Zinc and cadmium form the same tetrahedral crystal with sulfur, selenium and tellurium. The questions below ask how far atomic size and electronegativity account for the binding and the band gaps of five such compounds.

Zincblende compounds AB (space group F-43m), relaxed with symmetry kept, in Ansatz 0.2.0: PBE, scalar-relativistic plane-wave PAW, no spin polarisation, cutoff 420 eV, Gamma-centred k meshes, Gaussian smearing. Energies over elements are taken at zero smearing, relative to the elements' standard states in the same functional.

```
formula  element on site A  Z A  element on site B  Z B  difference of Pauling electronegativities  volume per atom (Å³)  shortest distance (Å)    k mesh  smearing width  energy over elements (eV/atom)  band gap on mesh (eV)  Bader charge, site A (e)
    ZnS                 Zn   30                  S   16                                       0.93                 20.16                  2.357     8×8×8         0.05 eV                          -0.822                  2.016                       n/a
   ZnSe                 Zn   30                 Se   34                                        0.9                 23.54                  2.482     8×8×8         0.02 eV                          -0.713                  1.154                      0.75
    CdS                 Cd   48                  S   16                                       0.89                 26.02                  2.566     8×8×8         0.02 eV                          -0.658                  1.042                      0.85
   CdSe                 Cd   48                 Se   34                                       0.86                 29.74                  2.683  10×10×10         0.02 eV                          -0.633                  0.494                      0.72
   CdTe                 Cd   48                 Te   52                                       0.41                 36.22                  2.865  10×10×10         0.02 eV                          -0.465                  0.587                      0.53
```

1. Which compound gains most energy on forming from its elements?

ZnS gains most and CdTe least. The energy over elements is the energy of the compound less that of its elements, so a more negative value means stronger binding. Per mole of formula units the gain is about 159 kJ for ZnS and 90 kJ for CdTe. These are PBE values at zero temperature without atomic vibrations, so they are not yet room-temperature enthalpies of formation; the error of the functional itself can reach tens of kJ/mol.

2. Can the electronegativity difference predict this energy?

Pauling's rule says that a bond between unlike atoms is stronger than the mean of the two like-atom bonds by Δχ² in eV, where Δχ is the difference of Pauling electronegativities. A divalent pair has two such bonds per formula unit, hence one per atom:

E ≈ −Δχ² eV/atom
ZnS: E ≈ −(0.93)² ≈ −0.86 eV/atom

The calculation gives −0.822. The rule has no adjustable constant here, though electronegativities were themselves derived from heats of reaction. Against these PBE energies it overbinds the first four compounds by at most 0.13 eV/atom, but for CdTe it yields only −0.17 against a computed −0.465. The metallic bonding of elemental cadmium, which the rule does not describe, cannot alone explain this miss, since CdS and CdSe contain cadmium too and err the other way. The table leaves the cause open.

3. Does size do better?

Yes. A straight line in the inverse bond length, fitted to all five compounds, misses by typically 0.02 eV/atom over a range of 0.36, and by 0.04 when compounds are left out in turn. A line in Δχ² fails badly when compounds are left out in turn, as the output below shows, because CdTe alone fixes its slope. Theory makes a role of size plausible, though only loosely, since this energy is counted from the elements and not from free ions or atoms: closer atoms attract each other more strongly as charged bodies, and their orbitals overlap more. Five compounds cannot separate these two effects, so the line is a description and its constants have no meaning of their own.

4. What happens to the charge on cadmium when sulfur gives way to tellurium?

It falls. The Bader charge, found by dividing the electron density into atomic regions, drops from 0.85 e in CdS to 0.53 e in CdTe. A separate count by orbitals finds 0.13 electrons more in the cadmium 5s shell. The two measures differ in size but agree in direction: the heavier anion takes less charge from the metal, and the bond becomes less ionic.

5. Why does the gap shrink so fast from ZnS to CdSe?

The gap falls from 2.02 to 0.49 eV while Δχ moves only from 0.93 to 0.86, so electronegativity is not the lever. Orbital theory offers a better one. The lowest empty state is an antibonding mixture of metal and anion s orbitals, and it sinks as the bond lengthens and the overlap weakens. The highest filled states are mainly anion p orbitals, which lie higher in selenium than in sulfur. From sulfur to selenium the gap therefore closes from both sides. Size is not the whole story, though. With the top cadmium 4d level at the zone centre as a rough marker, the lowest empty state falls by 0.26 eV from CdS to CdSe but rises by 0.52 eV from CdSe to CdTe, despite the longer bond. This is expected from the anion s level, which is about as deep in selenium as in sulfur but much higher in tellurium and carries the antibonding state up with it.

6. Does CdTe really have a wider gap than CdSe?

In the table it does, by 0.09 eV, but this order should not be trusted. The calculation leaves out spin-orbit coupling, which splits the p states at the top of the valence band and raises the upper group by a third of the splitting. With roughly recalled splittings of 0.9 eV for CdTe and 0.4 eV for CdSe, the gaps become about 0.29 and 0.36 eV, and the order reverses. The reversal needs the two splittings to differ by more than 0.28 eV. The shift does not restore a size trend: the gap still drops by only 0.07 eV from CdSe to CdTe, against 0.66 eV from CdS to CdSe, in line with the high s level of tellurium. The same correction turns the lead of ZnSe over CdS into a tie, which the roughly recalled measured gaps do not show.

7. Would a finer mesh or a smaller smearing width improve the gaps?

Hardly. Both band edges lie at the zone centre, which every Gamma-centred mesh, as used here, contains, and the smearing leaves no partly filled states. The functional matters far more. Even after the spin-orbit shift, the PBE gaps fall short of roughly recalled measured ones by 1.2 to 1.8 eV. Even the first digit of a computed gap is thus no guide to the measured value, while the large drop from ZnS to CdSe also appears in the measured gaps.

8. Why does replacing sulfur by selenium cost more with zinc than with cadmium?

The cost is 0.109 eV/atom with zinc and 0.025 with cadmium. The contrast does not come from the elements, whose energies cancel in the exchange

ZnSe + CdS → ZnS + CdSe

and the total energies of the four crystals reproduce it. The size line accounts for only about a quarter of it. The zinc runs were set to a soft choice of PAW datasets and the cadmium runs carry no such setting, but the outputs give no sign that the anions differ: selenium brings 10 electrons more than sulfur beside both metals, and the total energy of selenide less sulfide, several thousand eV per cell, is equal in the two pairs to within 0.17 eV, which a change of dataset would be expected to disturb by more. What does differ is the metal, with 12 valence electrons for zinc and 20 for cadmium, and each metal stands on both sides of the exchange. The preference of zinc for sulfur is thus probably a true PBE result, and the table leaves its cause open.

Printed output of the fit:

```
Energy over elements and Pauling's rule:
   row  kJ/mol per formula unit  Pauling estimate eV/atom  estimate less computed eV/atom
   ZnS                   -158.6                   -0.8649                         -0.0429
  ZnSe                   -137.6                     -0.81                          -0.097
   CdS                     -127                   -0.7921                         -0.1341
  CdSe                   -122.2                   -0.7396                         -0.1066
  CdTe                   -89.73                   -0.1681                          0.2969
fit of energy_over_elements on 5 rows: constant 1.07 +/- 0.19, coefficient of invd -4.457 +/- 0.49; rms 0.022, worst CdSe 0.0417, leave-one-out rms 0.0382
fit of energy_over_elements on 5 rows: constant -0.3818 +/- 0.082, coefficient of chi2 -0.4095 +/- 0.11; rms 0.0502, worst ZnS 0.086, leave-one-out rms 0.337
cost of S to Se with Zn, eV/atom: 0.109
cost of S to Se with Cd, eV/atom: 0.025
cost of Zn to Cd with S, eV/atom: 0.164
cost of Zn to Cd with Se, eV/atom: 0.08
ZnS + CdSe less ZnSe + CdS from total energies, sum of eV/atom: -0.08306
Gaps with a rough spin-orbit shift:
   row  rise of valence top eV  shifted gap eV  rough measured less shifted gap eV
   ZnS                 0.02333           1.993                               1.707
  ZnSe                  0.1333           1.021                               1.779
   CdS                 0.02333           1.019                               1.481
  CdSe                  0.1333          0.3607                               1.339
  CdTe                     0.3           0.287                               1.213
gap of CdTe less gap of CdSe as computed, eV: 0.093
conduction level at L above valence top in CdS, eV: 2.938
conduction level at L above valence top in CdSe, eV: 2.324
conduction level at L above valence top in CdTe, eV: 1.761
fall of Bader charge of Cd from CdS to CdTe, e: 0.32
rise of Cd 5s population from CdS to CdTe, electrons: 0.1323
```
